Spherical neutral atoms Cu to Kr, computed with B-spline radial code 1 at the basis-set limit: non-relativistic Hartree-Fock (configuration average, point nucleus) and Dirac-Coulomb Hartree-Fock (average over nl shells, Fermi nucleus), in the same configuration. ε is the orbital eigenvalue, without Breit or QED shifts, and <r> is the mean radius of the orbital.

| species | Z | configuration | ε(3s), non-rel. (hartree) | ε(3s1/2), Dirac (hartree) | ε(Dirac)/ε(non-rel.) − 1 (%) | <r>(3s), non-rel. (bohr) | <r>(3s1/2), Dirac (bohr) | <r>(Dirac)/<r>(non-rel.) − 1 (%) |
| --- | --- | --- | --- | --- | --- | --- | --- | --- |
| Cu | 29 | [Ar] 3d10 4s1 | -5.01198 | -5.15649 | 2.88 | 0.72276 | 0.71277 | -1.38 |
| Zn | 30 | [Ar] 3d10 4s2 | -5.63782 | -5.79999 | 2.88 | 0.69059 | 0.68047 | -1.47 |
| Ga | 31 | [Ar] 3d10 4s2 4p1 | -6.39466 | -6.58162 | 2.92 | 0.66047 | 0.65027 | -1.54 |
| Ge | 32 | [Ar] 3d10 4s2 4p2 | -7.19678 | -7.41225 | 2.99 | 0.63224 | 0.62196 | -1.63 |
| As | 33 | [Ar] 3d10 4s2 4p3 | -8.04461 | -8.29286 | 3.09 | 0.60595 | 0.59558 | -1.71 |
| Se | 34 | [Ar] 3d10 4s2 4p4 | -8.93669 | -9.22225 | 3.20 | 0.58153 | 0.57105 | -1.80 |
| Br | 35 | [Ar] 3d10 4s2 4p5 | -9.87189 | -10.1996 | 3.32 | 0.55886 | 0.54826 | -1.90 |
| Kr | 36 | [Ar] 3d10 4s2 4p6 | -10.8495 | -11.2245 | 3.46 | 0.53780 | 0.52707 | -2.00 |

ε(3s) is the Hartree-Fock eigenvalue of the 3s orbital and <r>(3s) its mean radius, first without relativity and then with the Dirac-Coulomb Hamiltonian, where the orbital is labelled 3s1/2. The two percentage columns give the relative change. A positive energy entry means that relativity binds 3s more strongly, and a negative radius entry means that it pulls the orbital in. Below, the lowering is ε(non-rel.) − ε(Dirac) in hartree, and x stands for (Zα)², with Z the nuclear charge and α the fine-structure constant. Minus the eigenvalue is the energy to remove the electron with all other orbitals frozen, so relaxation and correlation separate it from a measured 3s binding energy.

**The scale set near the nucleus**

A 3s electron of these atoms lives mostly at 0.5 to 0.7 bohr, outside ten inner electrons, but its innermost lobe reaches inside the 1s shell. There it sees nearly the bare nucleus and moves at a speed of order Zα times that of light. The relativistic terms act in this small region and advance the phase of the radial wave, which draws every node and the outer maximum inward. Theory therefore expects relative changes of order x with the full Z, even for a screened orbital.

The radius column allows a test without any fitted constant, against the Dirac 3s orbital of a one-electron ion. With γ = √(1 − x) and N² = 9 − 4(1 − γ), its mean radius is <r> = [(3N² − 1)(γ + 2) + N]/(2ZN), which becomes 13.5/Z bohr at x = 0. For krypton x = 0.06901, so γ = 0.96488, N² = 8.8595 and N = 2.9765. The bracket is 25.579 × 2.96488 + 2.9765 = 78.81, and division by 2N gives 13.239 in place of 13.5. The contraction is 1 − 13.239/13.5 = 1.93%, and the table has 2.00%. The table exceeds this one-electron value in every row, by 11% of it at Cu, falling steadily to 3% at Kr. The agreement shows that the full Z sets the scale. It doesn't show that the contraction is purely direct, since the other shells change with relativity too and alter the screening.

For the energy, a small phase advance δ moves a level by (dε/dn)δ, where dε/dn is the spacing of successive s levels. That spacing follows the kinetic energy of the orbital, which scales as 1/<r>². This gives lowering = c·x/<r>², with the non-relativistic radius. Taking c as the plain mean of lowering·<r>²/x over the seven rows Zn to Kr gives 1.581 hartree bohr². The one-electron 3s value is 2.53, so the form carries over and the constant doesn't. Here c absorbs the screened potential and the response of the other shells.

**Copper and zinc**

The first two rows both print 2.88 in the energy percentage. Recomputed from the eigenvalues, the values are 2.883 and 2.876, a fall of 0.007 points and the only fall in the column. Between the two rows |ε| without relativity grows by 12.5% and the lowering by 12.2%. The model above gives for copper, which was not part of the mean, 1.581 × 0.04478/0.72276² = 0.1355 hartree, and the table's 0.14451 is 6.6% larger. Not all of this is a break, because the row values of c already drift upward towards the top of the table and zinc lies 2.1% above the mean.

To separate drift from break, least-squares polynomials in Z through the seven rows Zn to Kr, which all have 4s², were extended one step to Cu. The clearest result is in the non-relativistic eigenvalue. Copper's 3s lies deeper than the trend by 0.084 hartree on a cubic and 0.089 on a quadratic, a little under 2% of the value. The same cubic procedure applied to zinc, from the six rows Ga to Kr, misses by 0.0012 hartree, about seventy times less. Zinc belongs to the trend and copper doesn't. The steps of |ε| show this without any fit. From zinc on they run 0.757, 0.802, 0.848 and onward by about 0.04 each, while the step from Cu to Zn is only 0.626.

The lowering breaks as well, but its size is less firm. Copper's excess is 0.0035 hartree on the cubic (2.4% of the lowering) and 0.0015 on the quadratic, against a worst effect of rounding of 0.0002 on the cubic. The sign holds for both curves and the size differs by more than a factor of two. In the percentage the excess of the lowering stands in the numerator and that of |ε| in the denominator, so the two work against each other. On the cubic 0.03 points remain. A quadratic through the percentages leaves 0.04, yet the separate quadratics for the lowering and |ε| would put copper slightly below the trend, so the sign of the remainder rests on the cubic. That curve alone would have given a step of only +0.020 points from Cu to Zn. On this reading the flat start of the column is partly smooth curvature, and the break turns a small rise into a small fall.

The radius shows no such break. The non-relativistic <r> of copper differs from the cubic by 0.0001 bohr, less than the miss for zinc, and the sign reverses on the quadratic. The contraction differs by 0.009 points where rounding can produce 0.012, so it gets no cause.

A shift in ε with no shift in <r> is what a constant potential produces. An electron in 4s or 4p lies mostly outside the 3s orbital, and a spherical shell of charge sets up inside itself a flat potential equal to its <1/r>. A flat potential moves the eigenvalue and leaves the shape of the orbital alone. From Kr up to Zn each step removes one proton and one 4p electron, and zinc, 4s² 4p⁰, is the natural end of that sequence. Extending the curve to Z = 29 amounts to removing one more electron of 4p type, whereas the real step removes a 4s electron. Because 4s is the more compact, its removal lowers the inner potential more, and copper's 3s sinks below the curve. The Dirac runs give <1/r>(4s) − <1/r>(4p) = 0.15 bohr⁻¹ in both As and Br, which means an effect of order 0.1 hartree. Sign and order match the 0.08 to 0.09 found, though the valence shells are more diffuse near zinc and penetration, exchange and relaxation are left out of this picture.

A total from the same runs tests the potential itself. The repulsion that all electrons together would exert on an electron at the nucleus is the electron-nucleus energy divided by −Z. Without relativity it rises by 6.588 hartree from Cu to Zn, and then by 6.586, 6.671 and 6.755. From the second step on, each exceeds the one before by 0.08 to 0.09, but the first is no smaller than the second. Copper's inner potential therefore lies 0.08 to 0.09 hartree below the trend, as much as its 3s level does. This supports a nearly flat shift, felt alike at the nucleus and in 3s. It doesn't separate the direct loss of a 4s electron from the response of the other shells, 3d among them.

The same potential accounts for the sign of the relativistic break. Relativity contracts 4s for the same reason as 3s, and in these runs it lowers the 4s level by 2.6% in Cu and 2.1% in Zn. A contracted 4s shell has a larger <1/r>, which raises the potential inside and takes back part of the 3s lowering. Zinc and the later atoms have two such electrons and copper has one, so copper keeps more of its lowering. For a rough size, the sum of <r²> over all electrons of zinc falls from 34.979 to 34.387 bohr². If this were all due to the two 4s electrons, with <r²> = 9.87 bohr² each, their radius would shrink by 1.5%, and with <1/r> = 0.44 bohr⁻¹ the potential would rise by several thousandths of a hartree per electron. That is the order of the break and on its high side. The estimate ignores the relativistic response of 3d and of the core, so this cause is argued and untested beyond its order of magnitude.

A convention of the calculation enters at the same step. Once 4s closes, at zinc, 3s and 4s may be rotated into each other at no cost in total energy, and single-orbital values can jump. The large break is hardly of this kind, since the potential at the nucleus comes from a total, which such a rotation can't change, and it breaks by the same amount. For the few thousandths of a hartree in the lowering, a contribution from the convention remains possible and is not tested.

**Gallium to selenium**

From gallium on the energy percentage rises at every step, and each step is larger than the one before, from 0.047 points (Zn to Ga) to 0.109 (As to Se). The model c·x/<r>² holds within 0.8% of its value for every row from Ga to Kr. These rows are among those that fixed c, so the agreement tests the shape of the trend and says nothing on its height. The remaining misfit is smooth and larger than rounding, with c sliding from 1.594 at Ga to 1.569 at Se. The simpler guess that the lowering is a fixed multiple b of x·|ε| does much worse. With b = 0.540, the mean over Zn to Kr, the table lies 11% above it at Zn and 7% below it at Kr.

The reason is that |ε| is a poor measure of how fast the electron moves. It is what remains after the repulsion of all other electrons, including the ten 3d electrons at about the same radius and the flat potential of the valence shell, has been set against the nuclear attraction. The product |ε|<r>² is 13.5²/18 = 10.1 for a one-electron 3s orbital and only 2.6 to 3.1 in the table. Since b = c/(|ε|<r>²), the small denominator makes the energy percentage 0.50 to 0.64 of x, at least twice the one-electron 0.25, even though c is below its one-electron value.

Arsenic, with its half-filled 4p shell, is where the measured ionisation energy shows a kink, and the 3s columns show none. Its residuals from the cubic through Zn to Kr are 0.00002 hartree in the lowering and 0.0001 points in the energy percentage, both below rounding. In the non-relativistic eigenvalue and radius the cubic is slightly too stiff to reach the last digit, and its largest misses fall on gallium, at 0.00025 hartree in |ε|. The absence of a kink is built into the calculation and is no finding about the real atom. An average over the configuration gives every 4p pair the same mean interaction, so the extra exchange of three parallel spins never appears. In a calculation for the lowest term that exchange would act among the 4p electrons and reach 3s mainly through a small change in the size of 4p, so theory suggests a kink well below copper's.

**Bromine and krypton**

At the bottom of the table c has stopped drifting (1.569 and 1.572) and the contraction is close to the one-electron value. The contraction fits the picture of 3s turning into a core orbital as Z grows at a fixed number of inner electrons, while c is still far below its one-electron value of 2.53. From Cu to Kr the factor x grows by 1.541, the contraction by 1.44 and the energy percentage by only 1.20. An identity shows where the growth is lost, 1.541 × 0.932/1.199 = 1.20, where 0.932 is the fall of c and 1.199 the rise of |ε|<r>². Most of the shortfall is in the denominator, because each added proton is screened only weakly by the added outer electron and |ε| more than doubles. The lowering in hartree meanwhile grows 2.59-fold, with a local exponent in Z of 4.3 to 4.8 from zinc on. This is above the Z⁴ of a one-electron ion because a screened orbital shrinks faster than 1/Z. The contraction in bohr stays between 0.0100 and 0.0107, since a growing x multiplies a shrinking radius.

The limits of the two Hamiltonians bear on every row. The two levels differ in the nucleus, and for Br a first-order estimate, (2π/3)Zρ(0)R² with the run's 3s density ρ(0) at the nucleus and its rms nuclear radius R, gives 0.00015 hartree against a lowering of 0.328. The Breit and radiative shifts of 3s are larger and stand outside the tabulated eigenvalues. The same runs give +0.43 eV for As and +0.56 eV for Br, about 6% of the lowering and opposite to it, which would take 0.2 points off the energy percentage in those two rows. That is several times copper's break in the percentage. A shift that varies smoothly with Z would leave the break in place, but this is not tested at copper, so the break is claimed only for the Dirac-Coulomb Hartree-Fock eigenvalues.

If the screening argument is right, the eigenvalue of an inner s shell should run smoothly as long as each step adds an electron of the same kind, and should kink where the kind changes, as when a new s shell opens after a noble gas or an electron moves between s and d in a transition row. The kink should have the order of the difference in <1/r> between the two kinds of electron. The radius should pass such a point nearly untouched while the electrons concerned lie outside the shell, and less so when they are d electrons that share its region.
